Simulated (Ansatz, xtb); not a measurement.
GeH6OSn: which of two isomers lies lower

We compare X, `[OH][SnH2][GeH3]`, a singlet, with Y, `[OH][GeH2][SnH3]`, a singlet. Both are isolated molecules in the gas phase, relaxed with B3LYP-D3(BJ)/def2-SVP; the shapes shown needn't be the lowest conformers.

X (Å):

```xyz
9

Ge    0.3247    1.8430    2.7508
O    -0.9353   -1.0010    0.5555
Sn    0.4512    0.4524    0.5234
H    -0.8102   -1.6084    1.2974
H     2.0028   -0.2766    0.2958
H    -0.0166    1.3475   -0.8649
H    -1.0623    2.5000    2.8993
H     0.5654    0.9235    3.9674
H     1.4016    2.9498    2.7585
```

Y (Å):

```xyz
9

Ge    0.5606    0.2679    0.7135
O    -0.7666   -0.9296    0.9404
Sn    0.2143    1.9453    2.6936
H    -0.7603   -1.6223    0.2662
H     1.9320   -0.4571    0.7665
H     0.4252    0.9390   -0.6796
H    -1.3321    2.6857    2.5804
H     0.3357    1.1216    4.1965
H     1.4164    3.1771    2.6451
```

Energies in hartree; the thermal terms are from B3LYP-D3(BJ)/def2-SVP harmonic frequencies (ideal gas, rigid rotor, one conformer each, 298.15 K, 1 atm) and include the zero-point energy:

|  | X | Y |
| --- | --- | --- |
| E, CCSD(T)/def2-TZVP | −2367.979991 | −2367.981782 |
| zero-point energy | 0.049154 | 0.048918 |
| H(298 K) − E | 0.057495 | 0.057075 |
| G(298 K) − E | 0.015835 | 0.015962 |

Work out ΔE, ΔE₀, ΔH and ΔG for X → Y in kJ/mol (1 Eh = 2625.50 kJ/mol) and the equilibrium ratio [Y]/[X].

1. ΔE = −2367.981782 − (−2367.979991) = −0.001791 Eh = −4.70 kJ/mol.
2. ΔE₀ = ΔE + ΔZPE = −0.001791 + (−0.000236) Eh = −5.32 kJ/mol.
3. ΔH = ΔE + (−0.000420) Eh = −5.80 kJ/mol.
4. ΔG = ΔE + (+0.000127) Eh = −4.37 kJ/mol, so ΔS = (ΔH − ΔG)/T = −4.8 J/(mol K).
5. kT = 0.9442 mEh, so K = [Y]/[X] = exp(−ΔG/kT) = exp(+1.76) ≈ 5.8.

Structure Y is favoured at this temperature. An error of 4 kJ/mol in ΔG would change K by a factor of 5. Mirror images and further conformers aren't counted.

As drawn, Y has 1 Ge–O, 1 Sn–H in place of 1 O–Sn, 1 Ge–H.

Other levels gave ΔE = −70.4 (GFN2-xTB); +0.5 (HF/STO-3G, GFN2-xTB geometries); −2.2 (r2SCAN-D4/def2-SVP, GFN2-xTB geometries); −8.3 (B3LYP-D3(BJ)/def2-SVP); −11.6 (HF/def2-TZVP); −4.3 (MP2/def2-TZVP) kJ/mol. The correlated steps freeze 14 core orbitals; the filled d shell of Ge and Sn is correlated, in a basis made for valence electrons. Atoms past krypton carry core potentials in the def2 sets, without spin–orbit terms. Programs: Ansatz 0.2.0, xtb 6.7.1.

Y, with hydroxyl on germanium, is slightly favoured, and the small gap probably reflects two opposing bond preferences. Germanium's more compact valence orbitals overlap better with oxygen and make a stronger Ge–O bond than tin does, but they also make a stronger Ge–H bond, which is given up in the exchange. The greater polarity of Sn–O offsets part of the oxygen preference. Zero-point energy favours Y a little further, consistent with the softer Sn–H stretch replacing a Ge–H stretch, while entropy pulls weakly the other way.

Every level listed except HF/STO-3G places Y lower. In the triple-zeta basis, correlation shrinks the Hartree–Fock preference from −11.6 to −4.3 kJ/mol with MP2, close to the CCSD(T) value of −4.70 kJ/mol. The GFN2-xTB value of −70.4 kJ/mol is far outside the range of the other methods and probably reflects an imbalance in its parametrised Ge–O and Sn–O bonding. The calculation supports a modest thermodynamic preference for Y, but says nothing about how readily the isomers interconvert.
